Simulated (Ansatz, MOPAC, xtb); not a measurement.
**P4 (SMILES P12P3P1P23): methods side by side**

P4, singlet, SMILES `P12P3P1P23`. Each level relaxes the structure for itself.

Quantity: the zero-point energy at each level's own minimum, in kJ/mol. The values are calculated.

```
                          level            kind  program  value (kJ/mol)
                            AM1  semi-empirical    MOPAC            15.9
                        PM6-ORG  semi-empirical    MOPAC            17.6
                       GFN1-xTB  semi-empirical      xtb            16.5
                       GFN2-xTB  semi-empirical      xtb            16.6
                      HF/STO-3G    Hartree–Fock   Ansatz            22.8
HF/6-31G* (Cartesian functions)    Hartree–Fock   Ansatz            18.4
                SVWN5/def2-TZVP             LDA   Ansatz            16.8
                   PBE/def2-SVP             GGA   Ansatz            16.4
           PBE-D3(BJ)/def2-TZVP             GGA   Ansatz            16.4
              PBE0-D4/def2-TZVP   global hybrid   Ansatz            17.3
```

Harmonic and unscaled. The values span 15.9 to 22.8 kJ/mol. Without the sets that lack polarisation functions the rows with a basis span only 16.4 to 18.4 kJ/mol.

The zero-point energy of tetrahedral P4 is small because heavy atoms joined by fairly soft single bonds vibrate at low frequencies. Among the levels with a basis, HF/STO-3G stands out at 22.8 kJ/mol. A minimal basis gives phosphorus no d functions to polarise the density into the bent bonds of the strained cage, and the resulting force constants are probably much too stiff. Hartree–Fock remains highest at 18.4 kJ/mol with polarisation functions, as expected when missing correlation leaves the antibonding orbitals empty and the bonds too rigid. PBE0 lies between this value and PBE, consistent with its partial exact exchange.

The two PBE rows agree at 16.4 kJ/mol, but basis and dispersion correction change together, so their separate effects could cancel. Both xTB values fall close to PBE, while AM1 and PM6-ORG fall on either side of it. Such agreement in a sum over all modes does not show that the individual frequencies agree, since errors in different cage modes can compensate.
